\section*{What the moments of a cumulant spectrum cost: the N 1s line of N$_2$}

The N 1s photoelectron spectrum of N$_2$ has a main line, shake-up satellites and a shake-off continuum. I will derive the sum rules that tie them together in the cumulant form, and then use one of those rules as a yardstick for three ways of computing the spectrum. Energies are binding energies $E$ in eV, $\hbar=1$, and the sudden approximation holds throughout.

\subsection*{The sum rules}

Let $\beta(w)\ge0$ be the coupling of the hole to neutral excitations of energy $w>0$, and let $E_K$ be the frozen-orbital binding energy. Then
\begin{equation}
A(E)=\int\frac{dt}{2\pi}\,e^{i(E-E_K)t+C(t)},\qquad
C(t)=\int dw\,\beta(w)\,\frac{e^{-iwt}+iwt-1}{w^2}.
\end{equation}
Inverting the transform gives $e^{C(t)}=\int dE\,A(E)\,e^{-i(E-E_K)t}$, so the expansion $C=\sum_m\kappa_m(-it)^m/m!$ defines the cumulants of $E-E_K$. The numerator of the kernel is $\sum_{m\ge2}(-iwt)^m/m!$, hence
\begin{equation}
\kappa_0=\kappa_1=0,\qquad \kappa_m=\int dw\,\beta(w)\,w^{m-2}\quad(m\ge2),
\end{equation}
as far as these integrals converge. The spectrum is normalised, its centroid is $E_K$, and its variance is $\int\beta\,dw$. Now split the kernel with $\Delta=\int\beta/w\,dw$ and $a=\int\beta/w^2\,dw$; a molecule has an electronic gap, so $a$ is finite. The term $i\Delta t$ puts the main line at $E_0=E_K-\Delta$, and the term $-a$ gives it weight $Z=e^{-a}$. The mean loss follows by subtraction:
\begin{equation}
\bar L\equiv\int dE\,A(E)\,(E-E_0)=E_K-E_0=\Delta .
\end{equation}
The average includes the main line at zero loss. Over satellites and continuum alone it is $\Delta/(1-Z)$.

\textbf{Question.} \emph{Is the centroid really the Koopmans energy?}

It is $E_K$, because we built $\kappa_1=0$ in. Exactly, the centroid is the energy of the frozen state $c|\Psi_0\rangle$, normalised, relative to the ground state. For a Hartree--Fock $\Psi_0$ that is minus the orbital energy, which is the theorem of Manne and \AA berg (1970). For a correlated $\Psi_0$ it shifts.

\subsection*{A model with an exact answer}

Localise the hole on one atom, neglecting the g--u splitting, typically about 0.1~eV. Couple it linearly to $M$ bosons, as in Langreth's model (1970):
\begin{equation}
H=E_K+\sum_{i=1}^M\left[w_i b_i^\dagger b_i+g_i(b_i+b_i^\dagger)\right],\qquad \beta(w)=\sum_i g_i^2\,\delta(w-w_i),
\end{equation}
with the boson vacuum as initial state. The shift $b_i\to b_i-g_i/w_i$ diagonalises $H$. The levels are $E_K-\Delta+\sum_i m_iw_i$, and their overlaps with the vacuum give weights $\prod_i e^{-a_i}a_i^{m_i}/m_i!$ with $a_i=g_i^2/w_i^2$. Summing these weights with phases $e^{-i(E-E_K)t}$ returns $e^{C(t)}$, so the cumulant is exact here and every error below comes from truncation.

For the numbers I let all modes sit at $w_0$. The lines are then at losses $kw_0$ with weights $P_k=e^{-a}a^k/k!$. Errors are evaluated in this degenerate limit, while costs are counted for a code that cannot exploit it. I assume $a=0.4$ and $w_0=40$~eV, chosen to reproduce the typical relaxation energy of about 16~eV and the typical main-line weight of about two thirds. The model has $\Delta=16$~eV, $Z=0.670$, variance 640~eV$^2$ (width 25.3~eV), and a satellite-only mean loss of 48.5~eV. I also assume $M=30$ and a resolution $\epsilon=0.1$~eV, the typical lifetime width of this hole.

\textbf{Question.} \emph{Nitrogen has no satellite at 40 eV that strong.}

Right. The $\pi\to\pi^*$ shake-up lines lie typically near 9 and 16~eV, so the model puts its first satellite more than twice too high. The energy $w_0$ stands for the mean $\bar w=\Delta/a$, and the sum rule explains why that mean is large: a line at 16~eV with an assumed $a_1=0.1$ supplies only 1.6~eV, or 10\% of $\Delta$. Higher shake-up and shake-off carry the rest. All results below are the model's.

The moments themselves cost of order $M$ operations and carry no error. The line shape is what costs. As yardstick I take the shortfall $\delta=\Delta-\bar L$, with $\bar L$ read from the computed, normalised spectrum relative to its own main line.

\subsection*{Method T: exponentiate in time}

Put the strengths $a_i$ on a grid $w_j=j\epsilon$, $j=0,\dots,N-1$, spanning a window $W=N\epsilon$. Rounding to the nearest point could move $\Delta$ by up to $a\epsilon/2=0.02$~eV, which rivals the errors we are after. Sharing each $a_i$ linearly between its two neighbours conserves both $a$ and $\Delta$, at $2M$ operations. One fast Fourier transform gives $\sum_j a_je^{-iw_jt}$ at $t_l=2\pi l/W$, we subtract $a$ and exponentiate, and a second transform returns the spectrum. I count one real multiply-add as one operation, a real-data transform nominally as $N\log_2N$, and the exponentials as $N$:
\begin{equation}
\mathcal W_T=2M+N(2\log_2N+1),\qquad \text{memory }2N .
\end{equation}
Sampling in time folds a loss $L$ to $L \bmod W$. The norm survives, being the sample at $t=0$, but the mean drops by
\begin{equation}
\delta_T=W\langle\lfloor L/W\rfloor\rangle=W\sum_{j\ge1}\mathrm{Prob}(L\ge jW).
\end{equation}
I place the edge midway between orders, $W=(n+\tfrac12)w_0$, so $N=400n+200$ and $\delta_T\simeq(n+\tfrac12)w_0P_{n+1}$. For $n=4$ the step is 23.0~as and the record 41.4~fs.

\subsection*{Method S: list the satellites}

Expand the exponential in powers of the oscillating term and stop at order $n$. There are $D_n=\binom{M+n}{n}$ occupation patterns with at most $n$ quanta. Each follows from its parent by one addition for the energy and one multiplication for the weight:
\begin{equation}
\mathcal W_S=2D_n\sim 2M^n/n!\quad(M\gg n),\qquad \text{memory }2D_n .
\end{equation}
Order $k$ has total weight proportional to $a^k/k!$ and mean loss $k\bar w$, for any $\beta$. With $S_n=\sum_{k\le n}a^k/k!$, the renormalised list has $\bar L=\bar w\,aS_{n-1}/S_n$, so
\begin{equation}
\delta_S=\bar w\,\frac{a^{n+1}}{n!\,S_n}.
\end{equation}
Line positions are exact, and the centroid rule is what breaks.

\subsection*{Method F: diagonalise in a truncated boson space}

Keep states with at most $n$ quanta and run Lanczos from the vacuum. Each of the $D_{n-1}$ states below the top level couples upward through $M$ modes, so $H$ has $D_n+2MD_{n-1}$ nonzero elements. To resolve $\epsilon$ across the window I allow $\min(D_n,N)$ steps, and I count only the matrix-vector products:
\begin{equation}
\mathcal W_F=\min(D_n,N)\,(D_n+2MD_{n-1}),\qquad \text{memory }3D_n .
\end{equation}
A walk from the vacuum that touches level $n+1$ and returns needs $2n+2$ steps, so moments up to $2n+1$ are exact. Norm, centroid and variance all hold, and the error sits in the main line. For degenerate modes only the combination $\sum_ig_ib_i$ couples. In units of $w_0$ and measured from $E_0$, the matrix is tridiagonal with diagonal $a+k$ and squared off-diagonal $ka$. Its determinants obey $p_{k+1}=(x-a-k)p_k-ka\,p_{k-1}$, solved by the Charlier polynomials
\begin{equation}
p_{n+1}(x)=\sum_{k=0}^{n+1}\binom{n+1}{k}(-a)^{n+1-k}\,x(x-1)\cdots(x-k+1).
\end{equation}
The smallest zero $x_0$ gives $\delta_F=w_0x_0$. Linearising about $x=0$,
\begin{equation}
x_0\simeq a^{n+1}\Big/\sum_{j=0}^{n}\frac{(n+1)!}{j!\,(n+1-j)}\,a^j\;\to\;\frac{e^{-a}a^{n+1}}{n!}\quad(n\to\infty).
\end{equation}

\textbf{Question.} \emph{Where is GW in this?}

It is the row $n=1$: eliminating the one-boson states gives the Dyson equation with $\Sigma(E)=\int\beta(w)\,dw/(E-E_K-w)$. It obeys the same three sum rules, and the third moment too. The fourth central moment is $\kappa_4+\kappa_2^2$ against the exact $\kappa_4+3\kappa_2^2$. Yet its main line has weight 0.810 against 0.670, and its single satellite lies 64.5~eV above that line against 40~eV. Passing the low moments does not certify a line shape.

\subsection*{One error law, three price lists}

All three shortfalls tend to $\delta_\infty=w_0e^{-a}a^{n+1}/n!$, which shrinks by $a/(n+1)$ from order $n$ to $n+1$. The exact values, in eV:

\begin{center}
\begin{tabular}{ccccc}
\hline
$n$ & $\delta_\infty$ & $\delta_T$ & $\delta_S$ & $\delta_F$\\
\hline
1 & 4.29 & 4.17 & 4.57 & 3.75\\
2 & 0.858 & 0.799 & 0.865 & 0.710\\
3 & 0.114 & 0.109 & 0.114 & 0.0987\\
4 & 0.0114 & 0.0110 & 0.0114 & 0.0103\\
5 & 0.000915 & 0.000889 & 0.000915 & 0.000840\\
\hline
\end{tabular}
\end{center}

The operation counts for $M=30$:

\begin{center}
\begin{tabular}{cccccc}
\hline
$n$ & $N$ & $D_n$ & $\mathcal W_T$ & $\mathcal W_S$ & $\mathcal W_F$\\
\hline
1 & 600 & 31 & $1.17\times10^4$ & 62 & $2.82\times10^3$\\
2 & 1000 & 496 & $2.10\times10^4$ & 992 & $1.17\times10^6$\\
3 & 1400 & 5456 & $3.07\times10^4$ & $1.09\times10^4$ & $4.93\times10^7$\\
4 & 1800 & 46376 & $4.08\times10^4$ & $9.28\times10^4$ & $6.73\times10^8$\\
5 & 2200 & 324632 & $5.11\times10^4$ & $6.49\times10^5$ & $6.84\times10^9$\\
\hline
\end{tabular}
\end{center}

Accuracy at given $n$ is nearly common, so price decides. T pays for resolution up front and then grows as $n\log n$. S starts almost free and multiplies by $(M+n+1)/(n+1)$ per order.

Cheapest choice for a stated accuracy. For 5~eV, S at $n=1$. For 1~eV, S at $n=2$, cheaper than T by a factor 21. For 0.15~eV, S at $n=3$, by a factor 2.8. For 0.1~eV, both T and S need $n=4$, and T is cheaper by 2.3; F passes already at $n=3$, but at over a thousand times the work of T. For 0.001~eV, T at $n=5$, by a factor 13.

Best choice inside a budget. With $10^3$ operations, S at $n=2$ leaves 0.865~eV. With $3\times10^3$ the GW row becomes affordable but is worse, so nothing changes. With $2\times10^4$, S at $n=3$ leaves 0.114~eV. With $5\times10^4$, T at $n=4$ leaves 0.0110~eV. With $10^5$, T reaches $n=9$ at $9.42\times10^4$ operations and $7.6\times10^{-9}$~eV, while S stops at $n=4$. With memory for 5000 numbers, T reaches $n=5$ (4400), and S as a stored list and F stop at $n=2$ (992 and 1488). Binning the list as it is generated lifts that limit for S at one or two more operations per line.

\textbf{Question.} \emph{How much of this is your bookkeeping?}

The middle rows are sensitive. Charging $10N$ for the exponentials raises T at $n=4$ to $5.70\times10^4$, which cuts its lead to 1.6. Halving the transform count lowers T at $n=3$ to $1.61\times10^4$, still above S. The order of merit survives both changes, but read $n=3$ to 4 as the crossover region. If F needed only $n+1$ Lanczos steps, as in the strictly degenerate case, its $n=3$ row would cost $1.41\times10^5$, still above T at $n=4$. The mode count matters more. At $M=300$ and $n=2$, S costs $9.09\times10^4$ and T costs $2.15\times10^4$, so T wins from second order on.

\textbf{Question.} \emph{Shake-off has a long tail. Does the factorial law survive?}

For S it does, since $\delta_S$ knows only $a$ and $\bar w$, provided the mode list covers the tail. For T it does not. If $\beta\simeq\gamma w^{-p}$ at large $w$, one large loss dominates, $\mathrm{Prob}(L\ge jW)\simeq\gamma(jW)^{-p-1}/(p+1)$, and
\begin{equation}
\delta_T\simeq\frac{\gamma\,\zeta(p+1)}{p+1}\,W^{-p}.
\end{equation}
The error then falls only as a power of the work. Comparing $\bar L$ with $\int\beta/w\,dw$ measures it at almost no cost, which is the practical use of the sum rule.

\textbf{Question.} \emph{Then why would anyone run F?}

Because of a term I dropped. The core hole changes the excitation energies, which is a quadratic coupling $\lambda(b+b^\dagger)^2$ in the coupled mode. The centroid moves by $\lambda$, the final-state frequency is $w'=\sqrt{w_0(w_0+4\lambda)}$, and completing the square with $g^2=aw_0^2$ gives
\begin{equation}
\Delta'=\frac{g^2}{w_0+4\lambda}+\lambda+\frac{w_0-w'}{2}.
\end{equation}
The second-order cumulant sees only an extra $2\lambda^2\delta(w-2w_0)$ in $\beta$ and returns $g^2/w_0+\lambda^2/w_0$. For an assumed softening of 10\%, $w'=36$~eV and $\lambda=-1.9$~eV, the exact $\Delta'$ is 19.9~eV and the cumulant gives 16.1~eV. That error of 3.8~eV is as large as the first row of the error table. The rule that mean loss equals centroid minus main line still holds for the exact spectrum; its identification with $\int\beta/w\,dw$ fails. With a softening of that size, S at $n=2$ for a few dozen modes, or T for hundreds, already lies below the error of the linear model. Further effort belongs in the coupling, either through F, the only one of the three that accepts $\lambda$ as it stands, or through a $\beta$ built from excitations in the presence of the hole.